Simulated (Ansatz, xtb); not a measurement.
**Relative energy of two isomers of CH7SeSi+**

We compare X, `[SiH3]C[SeH2+]`, a singlet, with Y, `C[SeH+][SiH3]`, a singlet. Both are isolated ions in the gas phase, relaxed with PBE0-D3(BJ)/def2-SVP; the shapes shown needn't be the lowest conformers.

X (Å):

```xyz
10

C     1.9588   -1.3353   -1.0533
Se    3.0816   -0.5738    0.3441
Si    0.0757   -0.9725   -0.9033
H    -0.5789   -1.6377   -2.0566
H    -0.0624    0.5104   -0.9214
H    -0.3480   -1.5233    0.4140
H     2.1894   -2.4128   -1.0166
H     2.3959   -0.9403   -1.9852
H     2.5088    0.7920    0.3431
H     2.2600   -0.9781    1.5083
```

Y (Å):

```tsv
atom	x (Å)	y (Å)	z (Å)
C	-0.2210	-1.2865	-0.7379
Se	1.3943	-1.9505	0.1314
Si	3.0126	-0.4061	-0.7524
H	-1.0707	-1.7729	-0.2418
H	-0.1603	-1.6125	-1.7846
H	-0.2819	-0.1947	-0.6611
H	1.2199	-1.2495	1.4198
H	3.0897	-0.8584	-2.1614
H	2.3917	0.9254	-0.5529
H	4.2037	-0.6932	0.0800
```

Task: Estimate which is lower in electronic energy at CCSD(T)/def2-TZVP, and by roughly how much.

Result: The CCSD(T)/def2-TZVP calculation puts structure Y lower, by 0.870 eV.

The same difference at several levels:

```json
{"level": "GFN2-xTB", "geometry": "GFN2-xTB", "E(Y) − E(X) (eV)": "−1.267", "departure from the last row (eV)": "−0.398", "job, with rough time for the two": "optimisation, 0.13 s"}
{"level": "HF/STO-3G", "geometry": "GFN2-xTB", "E(Y) − E(X) (eV)": "−1.492", "departure from the last row (eV)": "−0.622", "job, with rough time for the two": "single point, 0.38 s"}
{"level": "r2SCAN-D4/def2-SVP", "geometry": "GFN2-xTB", "E(Y) − E(X) (eV)": "−0.855", "departure from the last row (eV)": "+0.015", "job, with rough time for the two": "single point, 3.6 s"}
{"level": "PBE0-D3(BJ)/def2-SVP", "geometry": "PBE0-D3(BJ)/def2-SVP", "E(Y) − E(X) (eV)": "−0.848", "departure from the last row (eV)": "+0.022", "job, with rough time for the two": "optimisation, 27 s"}
{"level": "HF/def2-TZVP", "geometry": "PBE0-D3(BJ)/def2-SVP", "E(Y) − E(X) (eV)": "−0.952", "departure from the last row (eV)": "−0.082", "job, with rough time for the two": "part of the CCSD(T) run"}
{"level": "MP2/def2-TZVP", "geometry": "PBE0-D3(BJ)/def2-SVP", "E(Y) − E(X) (eV)": "−0.895", "departure from the last row (eV)": "−0.025", "job, with rough time for the two": "part of the CCSD(T) run"}
{"level": "CCSD(T)/def2-TZVP", "geometry": "PBE0-D3(BJ)/def2-SVP", "E(Y) − E(X) (eV)": "−0.870", "departure from the last row (eV)": "", "job, with rough time for the two": "single point, 73 s"}
```

As drawn, Y has 1 Se–Si, 1 C–H in place of 1 C–Si, 1 Se–H.

The levels shown agree on the order. The largest departure from CCSD(T)/def2-TZVP is that of HF/STO-3G, 0.622 eV.

With harmonic frequencies from PBE0-D3(BJ)/def2-SVP (ideal gas, rigid rotor, one conformer each, 298.15 K, 1 atm): the zero-point term adds +0.060 eV; ΔH is −0.800 and ΔG −0.823 eV.

The correlated steps freeze 15 core orbitals; the filled d shell of Se is correlated, in a basis made for valence electrons. Mirror images aren't counted in ΔG. Programs: Ansatz 0.2.0, xtb 6.7.1; the last row on 2 threads of Arm Neoverse V1 on a shared host.

Y is clearly the lower of the two ions, and the preference survives the zero-point and thermal terms. The bond exchange offers a reason: Y gains a strong C–H bond in place of a weaker Se–H bond, which probably outweighs the replacement of C–Si by the softer Se–Si link. Charge distribution likely helps too. Y can be viewed as methylselenol donating a selenium lone pair to a silyl cation, so electropositive silicon takes up much of the positive charge; its rather long Se–Si distance fits this dative picture. X is instead a selenol protonated at selenium.

Hartree–Fock in the larger basis already recovers the preference, so correlation only trims it. The excess at HF/STO-3G probably reflects the inflexible minimal basis more than the geometry, since r2SCAN-D4 on the same structures lies close to the reference. The zero-point term favours X, as expected when a stiff C–H oscillator replaces a softer Se–H one. The energy difference says nothing about how readily X would rearrange to Y.
